Today I derive the propagator of a Dirac fermion in a constant, uniform magnetic field, resolve it into Landau levels, isolate the lowest level, and then ask how good that single term is for graphene at 10 T.

\section*{Premises and conventions}

I set $\hbar=c=1$. The metric is $(+,-,-,-)$ and $\{\gamma^\mu,\gamma^\nu\}=2g^{\mu\nu}$. The charge is $q$, with $q=-e$ and $e>0$ for the electron. The field points along the third axis and is classical and prescribed; $A^0=A^3=0$ and $\mathbf A$ depends on $x^1,x^2$ only. The field is kept to all orders and the quantised photon is left out. The kinetic momenta are $\Pi^0=i\partial_t$ and $\Pi^j=-i\partial_j-qA^j$, so that
\begin{equation}
[\Pi^1,\Pi^2]=iq(\partial_1A^2-\partial_2A^1)=iqB ,
\label{comm}
\end{equation}
and all other pairs commute. I write $b=|qB|=1/\ell^2$, $\sigma=\mathrm{sgn}(qB)$, $p_\parallel^2=p_0^2-p_3^2$, $p_\perp^2=p_1^2+p_2^2\ge0$, $\hat p_\parallel=\gamma^0p^0-\gamma^3p^3$ and $\hat\Pi=\gamma^0\Pi^0-\boldsymbol\gamma\cdot\boldsymbol\Pi$. The propagator $S(x,y)=\langle0|T\psi(x)\bar\psi(y)|0\rangle$ obeys $(\hat\Pi-m)S=i\delta^4(x-y)$ with the Feynman rule $m^2\to m^2-i\epsilon$.

\section*{Step 1: squaring and proper time}

Because $(\hat\Pi-m)(\hat\Pi+m)=\hat\Pi^2-m^2$, the operator solution is $S=(\hat\Pi+m)\,i/(\hat\Pi^2-m^2+i\epsilon)$. In $\hat\Pi^2$ the symmetric part of $\gamma^\mu\gamma^\nu$ gives $\Pi^\mu\Pi_\mu$, and the antisymmetric part gives $\gamma^1\gamma^2[\Pi^1,\Pi^2]$. With (\ref{comm}),
\begin{equation}
\hat\Pi^2=\Pi_\parallel^2-\Pi_\perp^2+b\,\Sigma,\qquad \Sigma=\sigma\,i\gamma^1\gamma^2,\qquad P_\pm=\tfrac12(1\pm\Sigma).
\label{square}
\end{equation}
The matrix $i\gamma^1\gamma^2$ is twice the spin along the third axis. It squares to one, commutes with $\gamma^0$ and $\gamma^3$, and anticommutes with $\gamma^1$ and $\gamma^2$. For an electron $P_+$ selects spin antiparallel to $\mathbf B$.

The three terms in (\ref{square}) commute. Following Schwinger (1951) I use $i/(X+i\epsilon)=\int_0^\infty ds\,e^{is(X+i\epsilon)}$, and the exponential factorises:
\begin{equation}
S=(\hat\Pi+m)\int_0^\infty ds\;e^{is(\Pi_\parallel^2-m^2)}\,e^{-is\Pi_\perp^2}\,e^{isb\Sigma}.
\label{pt}
\end{equation}
The parallel factor is free and becomes $e^{is(p_\parallel^2-m^2)}$ on plane waves. What remains is the kernel $K(s;\mathbf x,\mathbf y)=\langle\mathbf x|e^{-is\Pi_\perp^2}|\mathbf y\rangle$ in the plane.

\section*{Step 2: the Schwinger phase}

Let $\mathbf r=\mathbf x-\mathbf y$ and integrate the potential along the straight line, $\Lambda=\int_0^1dt\,A^k(\mathbf y+t\mathbf r)\,r^k$. Differentiate with respect to $x^j$ and use $\partial_jA^k=\partial_kA^j+\epsilon_{jk}B$:
\begin{equation}
\partial_j\Lambda=\int_0^1dt\left[\frac{d}{dt}\bigl(tA^j\bigr)+t\,\epsilon_{jk}r^kB\right]=A^j(\mathbf x)+\tfrac12B\,\epsilon_{jk}r^k .
\end{equation}
The last step needs constant $B$. Define $\Phi(x,y)=e^{iq\Lambda}$, covariantly $\exp(-iq\int_y^xA_\mu dz^\mu)$. For any $f(\mathbf r)$,
\begin{equation}
\Pi^j\,[\Phi f]=\Phi\left[-i\partial_j+\tfrac12qB\,\epsilon_{jk}r^k\right]f .
\label{pull}
\end{equation}
The operator on the right contains $\mathbf r$ alone. The kernel solves $i\partial_sK=\Pi_\perp^2K$ with $K(0)=\delta^2(\mathbf r)=\Phi\,\delta^2(\mathbf r)$, and this initial-value problem has one solution. Hence $K=\Phi f(s;\mathbf r)$. Applying (\ref{pull}) once more to the prefactor in (\ref{pt}) gives
\begin{equation}
S(x,y)=\Phi(x,y)\int\frac{d^4p}{(2\pi)^4}\,e^{-ip\cdot(x-y)}\,\tilde S(p).
\label{factor}
\end{equation}

\textbf{Question.} Which gauge did you choose?

None. Under $\mathbf A\to\mathbf A+\nabla\chi$ the phase acquires $e^{iq\chi(x)-iq\chi(y)}$, which is how $S$ must transform, and $\tilde S$ does not change. In the gauge $\mathbf A=(0,Bx^1,0)$, for instance, $\Lambda=\tfrac12B(x^1+y^1)(x^2-y^2)$, which depends on the sum of coordinates. All the breaking of translation invariance sits there.

\section*{Step 3: the transverse kernel}

Under $f(\mathbf r)=\int d^2p\,(2\pi)^{-2}e^{i\mathbf p\cdot\mathbf r}\tilde f(\mathbf p)$ we have $r^k\to i\partial/\partial p^k$, so (\ref{pull}) becomes
\begin{equation}
\Pi^1\to p^1+\tfrac i2qB\,\partial_{p^2},\qquad\Pi^2\to p^2-\tfrac i2qB\,\partial_{p^1},
\label{rep}
\end{equation}
which reproduces (\ref{comm}). Squaring, $\Pi_\perp^2\to p_\perp^2-\tfrac14b^2\nabla_p^2+iqB(p^1\partial_{p^2}-p^2\partial_{p^1})$. The initial value is $\tilde f=1$. It is rotationally symmetric, the evolution preserves that symmetry, and the last term vanishes on such functions. Try $\tilde f=N(s)e^{-ia(s)p_\perp^2}$, for which $\nabla_p^2\tilde f=(-4ia-4a^2p_\perp^2)\tilde f$. Matching the powers $p_\perp^2$ and $p_\perp^0$ in $i\partial_s\tilde f=\Pi_\perp^2\tilde f$ gives
\begin{equation}
a'=1+b^2a^2,\qquad N'/N=b^2a,\qquad a(0)=0,\quad N(0)=1,
\end{equation}
with the solution $a=\tan(bs)/b$ and $N=1/\cos(bs)$.

Now let the prefactor act. With $t=\tan bs$, (\ref{rep}) gives $\Pi^1\tilde f=(p^1+\sigma tp^2)\tilde f$ and $\Pi^2\tilde f=(p^2-\sigma tp^1)\tilde f$. From $(\gamma^1)^2=(\gamma^2)^2=-1$ one finds $(\boldsymbol\gamma\cdot\mathbf p_\perp)\,i\gamma^1\gamma^2=i(\gamma^1p^2-\gamma^2p^1)$. Therefore
\begin{equation}
\boldsymbol\gamma\cdot\boldsymbol\Pi_\perp\tilde f=\boldsymbol\gamma\cdot\mathbf p_\perp(1-it\Sigma)\tilde f=\boldsymbol\gamma\cdot\mathbf p_\perp\,\frac{e^{-ibs\Sigma}}{\cos bs}\,\tilde f ,
\end{equation}
using $e^{\pm ibs\Sigma}=\cos bs\pm i\Sigma\sin bs$. This exponential cancels the spin factor standing to its right in (\ref{pt}), and we have
\begin{equation}
\tilde S(p)=\int_0^\infty ds\,\exp\left\{is\left[p_\parallel^2-m^2-p_\perp^2\frac{\tan bs}{bs}\right]\right\}\left[(\hat p_\parallel+m)(1+i\Sigma\tan bs)-\frac{\boldsymbol\gamma\cdot\mathbf p_\perp}{\cos^2bs}\right].
\label{schw}
\end{equation}
Expanding in $b$, with $\int_0^\infty s\,e^{isX}ds=-1/X^2$, gives $\tilde S=i(\hat p+m)/(p^2-m^2)-ib(\hat p_\parallel+m)\Sigma/(p^2-m^2)^2+O(b^2)$, the free propagator and its linear response.

\textbf{Question.} The integrand blows up at $bs=\pi/2$. Is the integral defined?

Not on the real axis taken literally. By (\ref{comm}), $\Pi_\perp^2$ is an oscillator with eigenvalues $b(2k+1)$, so $\Pi_\perp^2-b\Sigma\ge0$ and the product of the last two exponentials in (\ref{pt}) is analytic and bounded for $\mathrm{Im}\,s<0$. The contour therefore runs just below the real axis. For $p_\parallel^2<m^2$ it can be turned to $s=-i\tau$, where $i\tan bs=\tanh b\tau$ and nothing is singular.

\section*{Step 4: Landau levels}

Set $z=e^{-2ibs}$, with $|z|<1$ on that contour, and $\alpha=p_\perp^2/b=p_\perp^2\ell^2$. Then $i\tan bs=(1-z)/(1+z)$, and
\begin{equation}
1+i\Sigma\tan bs=\frac{2P_++2zP_-}{1+z},\qquad\frac1{\cos^2bs}=\frac{4z}{(1+z)^2},\qquad e^{-i\alpha\tan bs}=e^{-\alpha}e^{2\alpha z/(1+z)} .
\label{zform}
\end{equation}
The generating function of the Laguerre polynomials, $\sum_nL_n^{(k)}(u)w^n=(1-w)^{-k-1}e^{-uw/(1-w)}$, taken at $w=-z$ and $u=2\alpha$, reads
\begin{equation}
\frac{e^{2\alpha z/(1+z)}}{(1+z)^{k+1}}=\sum_{n=0}^\infty(-z)^nL_n^{(k)}(2\alpha).
\label{gen}
\end{equation}
The case $k=0$ serves the $P_\pm$ terms and $k=1$ the transverse term. An extra factor $z=-(-z)$ shifts the index by one and flips the sign. Each power integrates to a pole, $\int_0^\infty ds\,e^{is(p_\parallel^2-m^2+i\epsilon)}z^n=i/(p_\parallel^2-m^2-2nb+i\epsilon)$, so that
\begin{equation}
\tilde S(p)=i\,e^{-\alpha}\sum_{n=0}^\infty\frac{(-1)^nD_n}{p_\parallel^2-m^2-2nb+i\epsilon},
\label{sum}
\end{equation}
\begin{equation}
D_n=2(\hat p_\parallel+m)\left[P_+L_n(2\alpha)-P_-L_{n-1}(2\alpha)\right]+4\,\boldsymbol\gamma\cdot\mathbf p_\perp L^{(1)}_{n-1}(2\alpha),
\label{Dn}
\end{equation}
with $L_{-1}=L^{(1)}_{-1}=0$. The series does not converge absolutely; it is meant as the limit $|z|\to1$ from inside. The poles lie at $p_\parallel^2=m^2+2n|qB|$, that is $p_0^2=p_3^2+m^2+2nb$. This agrees with (\ref{square}): $b(2k+1)-b\Sigma$ equals $2nb$ for $k=n$, $\Sigma=+1$ and for $k=n-1$, $\Sigma=-1$. Levels with $n\ge1$ hold both, and $n=0$ holds only the first. The lowest term is
\begin{equation}
\tilde S_0(p)=2i\,e^{-p_\perp^2/|qB|}\,\frac{\hat p_\parallel+m}{p_\parallel^2-m^2+i\epsilon}\,P_+ .
\label{lll}
\end{equation}
It is a free propagator in $1+1$ dimensions times a Gaussian and a spin projector. Since $P_+\gamma^{1,2}P_+=\gamma^{1,2}P_-P_+=0$, a vertex between two such lines keeps only $\gamma^0$ and $\gamma^3$.

\textbf{Question.} Where does the factor 2 come from? A residue above one looks wrong.

It fixes the degeneracy. Transform the Gaussian back:
\begin{equation}
G(r)=\int\frac{d^2p}{(2\pi)^2}\,e^{i\mathbf p\cdot\mathbf r}\,2e^{-p_\perp^2/b}=\frac b{2\pi}\,e^{-r^2/4\ell^2}.
\label{G}
\end{equation}
The product $\Phi G$ is the kernel of the projector on the orbital states with $k=0$, and $G(0)=b/2\pi$ is their number per area. Integrating (\ref{gen}) for $k=0$ against $e^{-\alpha}d\alpha$ gives $1/(1-z)$, so $(-1)^n\int_0^\infty e^{-\alpha}L_n(2\alpha)\,d\alpha=1$ and every orbital level has the same density. The function $2e^{-\alpha}$ is a phase-space function of the Wigner type, not a probability, and the higher ones change sign.

\textbf{Question.} Can I then use $\tilde S(p)$ in ordinary momentum-space Feynman rules?

Only where the phases cancel. A loop with two vertices has $\Phi(x,y)\Phi(y,x)=1$, and in the one-loop electron self-energy the single phase stays outside as an overall factor. With three points, Stokes' theorem makes $\Phi(x,w)\Phi(w,y)\Phi(y,x)$ equal to $e^{iq\phi}$, where $\phi$ is the flux through the oriented triangle. The projector shows what is lost. Dropping the phases would make its square $4e^{-2\alpha}$, not $2e^{-\alpha}$. Keeping them, put $\mathbf y=0$, $\mathbf x=(d,0)$, $\mathbf w=(u,v)$ in the symmetric gauge, where the only nontrivial phase is $e^{-iqBdv/2}$. The $u$ and $v$ Gaussians each give $\sqrt{2\pi/b}\,e^{-bd^2/8}$, and the result is $G(d)$, as it must be. So $\mathbf p_\perp$ is a Fourier label, not a conserved momentum, which is also why the poles do not depend on it.

\section*{Step 5: graphene}

Near the two valleys $\xi=\pm1$, in the sublattice basis $(A,B)$, the premise is $H_\xi=v(\xi\tau_1\Pi^1+\tau_2\Pi^2)+\Delta\tau_3$, with Pauli matrices $\tau_i$ and a sublattice asymmetry $\Delta\geq0$ that plays the part of the mass. Writing $H=\gamma^0(v\boldsymbol\gamma\cdot\boldsymbol\Pi+\Delta)$ identifies $\gamma^0=\tau_3$, $\gamma^1=i\xi\tau_2$, $\gamma^2=-i\tau_1$. These obey the Clifford algebra, and nothing in Steps 1 to 4 used more. We delete $p_3$, call $p_0=\omega$, and replace $\mathbf p_\perp\to v\mathbf p_\perp$, $b\to v^2b$, which leaves $\alpha=p_\perp^2\ell^2$ unchanged. With $\hbar$ restored, $\ell^2=\hbar/e|B|$ and the poles for $n\ge1$ are at $\omega=\pm\sqrt{\Delta^2+nE_1^2}$ with $E_1=\sqrt2\,\hbar v/\ell$.

One thing is new: $i\gamma^1\gamma^2=\xi\gamma^0$, so $\Sigma=\eta\tau_3$ with $\eta=\sigma\xi$. The projector acts on the sublattice, and $\gamma^0P_+=\eta P_+$. Then (\ref{lll}) collapses:
\begin{equation}
\tilde S_0=2i\,e^{-\alpha}\frac{\eta\omega+\Delta}{\omega^2-\Delta^2}P_+=\frac{2i\,e^{-\alpha}}{\eta\omega-\Delta}\,P_+ .
\label{gr}
\end{equation}
Each valley has one $n=0$ pole, at $\omega=\eta\Delta$, on the sublattice $\tau_3=\eta$; the two valleys together restore the pair $\pm\Delta$. The real spin is a spectator label that doubles everything.

How much do the higher levels add? Take $\Delta=0$ and zero chemical potential. The free thermal propagator follows from (\ref{sum}) by $\omega\to i\Omega$, with lowest value $\Omega=\pi k_BT$. Let $x=\Omega^2/E_1^2$, and let $R_\pm$ be the coefficient of $\omega\gamma^0P_\pm$ in the full $\tilde S$ divided by the coefficient of $\omega\gamma^0P_+$ in $\tilde S_0$. On the rotated contour $z=e^{-2v^2b\tau}$ runs from 1 to 0 and $e^{-\tau\Omega^2}=z^x$, so (\ref{schw}) and (\ref{zform}) give
\begin{equation}
R_+=x\int_0^1dz\,z^{x-1}\frac{e^{2\alpha z/(1+z)}}{1+z},\qquad R_-=x\int_0^1dz\,z^{x}\,\frac{e^{2\alpha z/(1+z)}}{1+z}.
\label{R}
\end{equation}
The lowest-level form is $R_+=1$, $R_-=0$. At $\alpha=0$ the two integrands add to $xz^{x-1}$, so $R_++R_-=1$, with $R_+=\sum_n(-1)^nx/(x+n)$. For small $x$ subtract $1=x\int_0^1z^{x-1}dz$, set $x=0$ in the remaining integrand and substitute $w=z/(1+z)$. The integral becomes $\int_0^{1/2}dw\,[(e^{2\alpha w}-1)/w-1/(1-w)]$, and
\begin{equation}
R_+=1+x\left[\mathrm{Ei}(\alpha)-\ln\alpha-\gamma_E-\ln2\right]+O(x^2),
\label{first}
\end{equation}
where $\gamma_E$ is Euler's constant. The bracket tends to $-\ln2$ at $\alpha\to0$ and grows as $e^\alpha/\alpha$.

The third structure, $\boldsymbol\gamma\cdot\mathbf p_\perp$, connects the two sublattices and is absent from $\tilde S_0$. Let $R_\perp$ be the magnitude of this term divided by the magnitude of $\tilde S_0$. With $vp_\perp/\Omega=\sqrt{\alpha/2x}$ and the factor $4z/(1+z)^2$ from (\ref{zform}),
\begin{equation}
R_\perp=\sqrt{2\alpha x}\int_0^1dz\,z^{x}\,\frac{e^{2\alpha z/(1+z)}}{(1+z)^2}\approx\sqrt{\frac{x}{2\alpha}}\,\bigl(e^\alpha-1\bigr),
\label{Rperp}
\end{equation}
where the last form sets $x=0$ in the integrand and uses the same substitution. This is of order $\sqrt x$, not $x$. It vanishes at $p_\perp=0$, and elsewhere it is the leading correction at small $x$.

\section*{Range of validity}

Equations (\ref{factor}), (\ref{schw}) and (\ref{sum}) are exact for a Dirac particle in a static, uniform, purely magnetic external field of any strength. A field varying on a length $L$ can be treated this way only for $L\gg\ell$. Radiative corrections are absent. In QED they are small: I quote, without deriving it, that at $b\gg m^2$ the relative mass shift of the lowest level is of order $(\alpha_{\rm em}/4\pi)\ln^2(2b/m^2)$.

The lowest-level form (\ref{lll}) needs two conditions. The first is $|p_\parallel^2-m^2|\ll2b$. At spacelike $p_\parallel$ this demands $b\gg m^2$, that is $B$ far above $m^2/e=4.41\times10^9$ T for the electron; massless graphene needs only $|\omega|\ll E_1$. The second, stated for the massless case, is $R_\perp\ll1$, which by (\ref{Rperp}) means $\sqrt x\,e^\alpha/\sqrt\alpha\ll1$ when $\alpha>1$. It is stricter than the condition $x\,e^\alpha/\alpha\ll1$ that (\ref{first}) sets for the diagonal part alone. The Gaussian dies at large $p_\perp$ while the full function keeps its free power-law tail, built from high $n$. Integrals dominated by large momenta, the ultraviolet divergences among them, therefore need all levels. So does any quantity whose lowest-level term vanishes, such as the $\boldsymbol\gamma\cdot\mathbf p_\perp$ structure in (\ref{Dn}) or a transverse current vertex.

\section*{Numbers at 10 T}

The input is $v=1.0\times10^6$ m/s, a typical value, chosen so that the model has the typical level spacing; the spacing is therefore no test. The model gives $\ell=8.11$ nm, $E_1=115$ meV, $E_2=\sqrt2E_1=162$ meV, and $G(0)=e|B|/h=2.42\times10^{11}$ cm$^{-2}$ per spin and valley, or $9.67\times10^{11}$ cm$^{-2}$ for the four components of a level. At $p_\perp=0$, (\ref{R}) gives
\begin{equation*}
\begin{array}{ccccc}
T\ (\mathrm K)&\Omega\ (\mathrm{meV})&x&R_+&R_-\\
4.2&1.14&1.0\times10^{-4}&1.000&7\times10^{-5}\\
77&20.8&0.033&0.978&0.022\\
300&81&0.50&0.79&0.21
\end{array}
\end{equation*}
At $p_\perp=0$, where $R_\perp$ vanishes, the single term is ample at 4.2 K, good to about two per cent at 77 K and only a rough guide at room temperature. At the typical momentum $p_\perp\ell=1$ the integral in (\ref{Rperp}) gives $R_\perp=0.012$ at 4.2 K and 0.21 at 77 K, so there the single term represents the free propagator to about one and about twenty per cent. The second condition shows more strongly at $p_\perp\ell=2$, $\alpha=4$. There the bracket in (\ref{first}) is 17.0, so at 77 K the first-order form gives $R_+=1.56$ and the full integral gives 1.55, while $R_\perp=3.4$; even at 4.2 K $R_\perp=0.19$. Momenta beyond this point carry a fraction $e^{-4}=0.018$ of the integral that gives $G(0)$.

\textbf{Question.} These are free-particle numbers. What did the Hamiltonian leave out?

Two terms matter, and they alter the $n=0$ denominator itself. The Zeeman term shifts $\omega$ by $\pm\mu_BB=\pm0.58$ meV for $g\approx2$. That is negligible beside $E_1$ but half of $\Omega$ at 4.2 K, so it must be put into (\ref{gr}) there; being a shift for each spin, it goes in exactly. The Coulomb term is larger. For graphene on SiO$_2$, with the typical oxide permittivity 3.9, the static average is $\varepsilon=(1+3.9)/2=2.45$, and $E_C=e^2/4\pi\varepsilon_0\varepsilon\ell=72.4$ meV, or $0.63E_1$. The lowest-level kernel gives its first-order effect. If one spin-valley component is full, its density matrix is $\Phi G$, the exchange kernel is $-V(r)\Phi G$, and the phases cancel in the average over the level:
\begin{equation}
E_x=-\frac1{G(0)}\int d^2r\,V(r)\,G(r)^2=-E_C\int_0^\infty\frac{dr}{\ell}\,e^{-r^2/2\ell^2}=-\sqrt{\frac\pi2}\,E_C ,
\end{equation}
with $V=E_C\ell/r$. In this model a full component lies 91 meV below an empty one. That number is the model's. As typical knowledge, gaps at neutrality near 10 T are some ten to twenty meV or less, so the estimate is too high by a factor of about five or more; it omits disorder and the screening by transitions between levels, which is not small when $E_C/E_1=0.63$. The ratios $R_\pm$ and $R_\perp$ thus measure how well one term represents the free propagator. Whether the free propagator represents the electrons is decided by $E_C/E_1$, which does not depend on $B$, since both energies scale as $1/\ell$.